Elastic constants and bulk modulus of cubic BP (F-43m), computed with ABINIT 10.8.3 using PBE, PseudoDojo NC SR PBE v0.4.1 standard pseudopotentials, a plane-wave cutoff of 1034 eV and a 6 × 6 × 6 k-point mesh with four shifts. The cell was relaxed at zero pressure, and the computed constants include the shift of the atoms under strain.

```
row  computed constant (GPa)           what it is  measured constant (GPa)                                                                                         label in the paper, method, sample  temperature of the measurement (K)                   source
  1                       72                  C12                      n/a                                                                                                                        n/a                                 n/a                      n/a
  2                      161  bulk modulus (Hill)                      n/a                                                                                                                        n/a                                 n/a                      n/a
  3                      n/a                  n/a                      173                                                   B0 from earlier elastic measurements; elastic measurements; bulk crystal                                 n/a  arXiv:1505.05714 (2015)
  4                      n/a                  n/a                      173                                                   B0 from earlier elastic measurements; elastic measurements; bulk crystal                                 n/a   arXiv:1407.1677 (2014)
  5                      n/a                  n/a                      174                                        B0, Murnaghan EOS fit with V0 fixed at 93.45 A^3; XRD in diamond anvil cell; powder                                 300  arXiv:1505.05714 (2015)
  6                      n/a                  n/a                      174                                                       300-K bulk modulus from earlier experiment; not stated; bulk crystal                                 300  arXiv:1901.06272 (2019)
  7                      n/a                  n/a                      179  isothermal B0 from Vinet fit to p-V data up to 55 GPa; single-crystal synchrotron XRD in diamond anvil cell; bulk crystal                                 300   arXiv:1407.1677 (2014)
  8                      185                  C44                      n/a                                                                                                                        n/a                                 n/a                      n/a
  9                      339                  C11                      n/a                                                                                                                        n/a                                 n/a                      n/a
```

A crystal of boron phosphide, BP, can be deformed in two quite different ways. It can be made smaller while keeping its shape, or it can be made to change shape while keeping its volume. The first shortens all bonds alike, while the second can leave the bond lengths nearly alone and turn the bonds against each other instead. The computed constants run from 72 to 339 GPa because they mix these two kinds of resistance in different proportions.

Each constant is a stress divided by the small strain that causes it. C11 is the stress along a cube edge when the crystal is strained along that edge and its sides are held fixed. C12 is the stress that then builds up on the held sides. C44 is the resistance to a shear that changes the right angle between two cube edges, and the bulk modulus B is the resistance to uniform pressure.

A strain along one edge with fixed sides is a uniform change of size plus a change of shape. The uniform part pushes back equally in all directions, with a strength set by B. The change of shape adds to the stress along the strained edge and takes half as much away from the stress on each side. If C′ = (C11 − C12)/2 is the resistance to this change of shape, then

C11 = B + (4/3) C′ = 161 + 178 = 339 GPa

C12 = B − (2/3) C′ = 161 − 89 = 72 GPa

This settles part of the order without further physics. C′ must be positive, or the crystal would distort by itself, so C12 lies below B and C11 above it. B is therefore no separate result: it is the average (C11 + 2 C12)/3. What calls for an explanation is how far apart C11 and C12 lie, and why C44 lands between B and C11.

The structure gives the clue. Each atom has four neighbours, and all four bonds point along diagonals of the cube. Such a bond leans equally towards all three cube edges, so a small strain along any one edge changes the length of each bond by the same fraction. If the bonds were mere springs that resist only a change of length, they would answer a pull along one edge with equal stress in all three directions. C11 and C12 would then be equal, and C′ would vanish.

The computed C11 is almost five times C12, so a picture of springs along the bonds fails badly. What it leaves out is the resistance to bending. The bonds of BP are covalent, with electrons gathered between neighbouring atoms in four directions. Turning one bond towards another disturbs this arrangement and costs energy even if no bond changes its length. Chemistry thus supplies a natural source for the large C′.

The shear behind C44 works differently. It lengthens two of the four bonds at each atom and shortens the other two, so at first it meets resistance from stretching as well as bending. But the boron atoms can then shift as a body against the phosphorus atoms, which undoes part of the change in bond length and leaves more of the load to the bond angles. Under the strains behind C11 and C12 the symmetry of the crystal forbids such a shift.

The same calculation shows the size of this relief. With the atoms held where the shear alone puts them, C44 is 203 GPa; once they may shift, it falls to the 185 GPa of the table, a drop of 9% relative to the held value. The held value also allows a sharper test of the forces. If atoms pushed and pulled only along the lines joining them, at whatever distance, held C44 would equal C12 in a crystal free of pressure. It is 2.8 times as large, so forces that depend on more than distances between pairs must carry much of the load.

A simple model with both kinds of resistance is that of Keating. It gives each bond a stretching constant α and each pair of bonds at an atom a bending constant β. With both expressed in GPa, the constants of the crystal become

C11 = α + 3β

C12 = α − β

C44 (atoms held) = α + β

C44 (atoms free to shift) = 4αβ/(α + β)

The last line behaves as the picture demands. Without bending resistance, β is zero and the crystal offers no resistance to this shear once the atoms may shift.

Two constants of the crystal fix α and β, and the third can then be predicted. Here C11 and C12 are the input, while C44 is kept out. Since C11 − C12 = 4β and C11 + 3 C12 = 4α, the prediction can be written directly in values of the table:

C44 = (C11 − C12)(C11 + 3 C12) / [2 (C11 + C12)]

C44 = (267 × 555) / (2 × 411) ≈ 180 GPa

The calculation gives 185 GPa, so the estimate is about 3% low relative to the computed value. Two spring constants are enough to place C44 correctly between B and C11.

The model does less well on the shift of the atoms. It predicts that the shift lowers C44 by 25 GPa, whereas the calculation gives 18 GPa. That is an error of more than a third of the effect, and it stays small in the total only because the shift is a modest correction to C44. The model is therefore a good guide to the order of the constants and a rough one to the inner motion of the atoms. The printed output after this text lists these comparisons.

The same formulas tell what to look for in a related crystal of this structure. The ratio β/α equals (C11 − C12)/(C11 + 3 C12), which is 267/555 or about one half in BP. Weaker bending resistance would bring C11 and C12 closer together and lower C44. Within the model, C44 drops below B once β is less than about 0.4 of α. The place of C44 relative to B is thus a quick sign of how firmly the bonds hold their directions. For BP this sign rests on the calculation: the table has no measured C44, and the measured bulk moduli lie closer to the computed C44 than the computed B does.

The bulk modulus alone is a poor measure of stiffness. It tells how much the crystal shrinks under uniform pressure, about 0.6% in volume for each GPa according to the calculation. A film strained by its substrate, or a part under shear, also changes shape, and there the resistance of the bond angles enters. Which of C11, C12 and C44 then count depends on how the load lies to the cube edges; for a general direction all three are needed.

The five measured values are all bulk moduli and belong beside the computed 161 GPa, not beside C44. They run from 173 to 179 GPa, so the calculation is 7 to 10% too low relative to experiment. Three of them repeat earlier work, and the other two come from compression data analysed with different equations of state. The spread among them probably reflects methods and samples more than the material itself, but the computed value lies below each one.

A familiar suspect is the density functional, PBE, which tends to make solids slightly too large and therefore too soft. The computed volume is indeed 0.7% above the one used in the analysis of the 174 GPa measurement. To explain the whole gap to that value, B would have to fall by about 11% for each percent of added volume. A usual figure for solids is roughly 4%, so the excess volume can account for only about a third of the gap.

Nor does the temperature of the experiment help. Thermal and zero-point motion usually soften a crystal, and the calculation leaves both out. Correcting the measured values for them would raise these values and widen the gap.

What makes up the rest of the shortfall remains open. PBE may make the bonds too soft even at the right volume. The finite mesh of the calculation may also contribute, though in a semiconductor a mesh as dense as this one is expected to matter little. Computing B again at the measured volume, then with a denser mesh as well, and last with another functional would separate these causes.

Printed output of the fit:

```
Bulk modulus from (C11 + 2 C12)/3 in GPa: 161
Tetragonal shear constant (C11 - C12)/2 in GPa: 133.5
Part that shape change adds to B to give C11 in GPa: 178
Part that shape change takes from B to give C12 in GPa: 89
Ratio C11 to C12: 4.708
C44 with atoms held in GPa: 203.4
Ratio of held C44 to C12 (central forces would give 1): 2.825
Softening of C44 by the shift of the sublattices in GPa: 18.43
The same softening in percent of held C44: 9.059
Ratio of C44 to (C11 - C12)/2: 1.386
Keating estimate of held C44 in GPa: 205.5
Keating estimate of relaxed C44 in GPa: 180.3
Miss of the relaxed estimate in percent of computed C44: -2.555
Keating estimate of the softening by the sublattice shift in GPa: 25.23
Number of measured bulk moduli: 5
Smallest shortfall of computed B in GPa: 12
Largest shortfall of computed B in GPa: 18
Smallest shortfall in percent of measured B: 6.936
Largest shortfall in percent of measured B: 10.06
Computed volume in cubic angstrom per atom: 11.76
Measured volume of row 5 in cubic angstrom per atom: 11.68
Volume excess of the calculation in percent: 0.6732
Percent of softening needed per percent of volume to explain row 5: 11.1
```
